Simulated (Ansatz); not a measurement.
## VN2: a film clamped to a substrate

The calculation used Ansatz, DFT PBEsol, scalar-relativistic, plane waves, PAW. Cutoff 420 eV, Γ-centred 16×16×16 k-points, Gaussian smearing of 0.15 eV. No spin polarisation. Energies are free energies at this smearing, counted from the undisturbed cell; pressure is positive in compression.

The undisturbed cell (relaxed at this level; with this scan's settings it stands at 0.1 GPa):

```
CELL_PARAMETERS angstrom
-2.13032 2.13032 2.45528
2.13032 -2.13032 2.45528
2.13032 2.13032 -2.45528
ATOMIC_POSITIONS crystal
V 0.25000 0.25000 0.00000
V 0.75000 0.75000 0.00000
N 0.11426 0.61426 0.72852
N 0.61426 0.88574 0.50000
N 0.88574 0.38574 0.27148
N 0.38574 0.11426 0.50000
```

The cell (6 atoms, V0 = 44.57 Å³) is strained by p along both x and y and by q along z, fractional coordinates fixed. τp = (1/V0) ∂E/∂p = (σxx + σyy)(1 + p)(1 + q) and τq = (1/V0) ∂E/∂q = σzz(1 + p)², with tension positive.

| p | q | ΔE (meV/atom) | τp (GPa) | τq (GPa) |
| --- | --- | --- | --- | --- |
| 0.000 | 0.000 | 0.00 | -0.02 | -0.20 |
| -0.025 | 0.000 | 29.51 | -52.28 | -10.47 |
| 0.025 | 0.000 | 26.64 | 44.88 | 6.64 |
| 0.000 | -0.025 | 10.21 | -8.27 | -18.12 |
| 0.000 | 0.025 | 8.19 | 8.71 | 13.77 |

Problem. Get the second derivatives of the energy density.

Solution. Central differences give A = ∂τp/∂p = 1943 GPa (C11 + C22 + 2 C12), C = ∂τq/∂q = 638 GPa (C33) and the cross term B = ∂τq/∂p = 342 GPa (C13 + C23); ∂τp/∂q = 340 GPa must equal B, and any difference shows higher-order terms. The ions are clamped.

Problem. A film of this crystal grows with z along the normal on a substrate that imposes p. How does its thickness respond, and what does the misfit cost?

Solution. Count p and q from the stress-free cell. A free surface needs τq = 0, so q = −(B/C) p = -0.54 p. The energy density left is (A − B²/C) p²/2 = M p², with the biaxial modulus M = 880 GPa; a misfit of 1 % costs 4.08 meV/atom, against 4.50 meV/atom if the thickness were held.

At p = -0.050 the energies along q are 223.1 (q = -0.050), 162.6 (q = -0.025), 125.3 (q = 0.000), 108.7 (q = 0.025), 111.0 (q = 0.050) meV/atom.

Problem. Does the linear rule hold at this misfit?

Solution. A parabola through the lowest point and its neighbours has its minimum at q = 0.034, 107.4 meV/atom. With the stress left in the starting cell, τp0 and τq0, linear elasticity gives q = −(τq0 + Bp)/C = 0.027 and E = V0(τp0 p + τq0 q + Ap²/2 + Bpq + Cq²/2)/N = 101.8 meV/atom. The two agree within a tenth in energy.

Forces appear on the atoms along this scan, and letting them relax would lower the energy and soften the response. In a metal these slopes depend on the k mesh and the smearing.

The film thickens under in-plane compression, but this recovers little of the misfit energy: 4.08 against 4.50 meV/atom at 1 % misfit. Most of the cost is therefore in the plane, and the structure suggests why. The nitrogen atoms form bonded N–N pairs lying in the xy plane, so a biaxial strain at fixed fractional coordinates stretches or squeezes these short covalent bonds in full, while a strain along z leaves their length unchanged and acts on the V–N contacts and the vanadium chains. Pairs free to keep their length would pass the strain to the softer V–N framework, so relaxation would probably lower A more than C.

Compression costs more than equal tension along both strain paths, as expected when short-range repulsion steepens. The same anharmonicity probably explains why the linear rule at p = -0.050 does worse for the thickness (0.027 against 0.034) than for the energy. Equal strain along x and y cannot separate C11 from C12, so the response to a substrate with unequal misfits remains open.
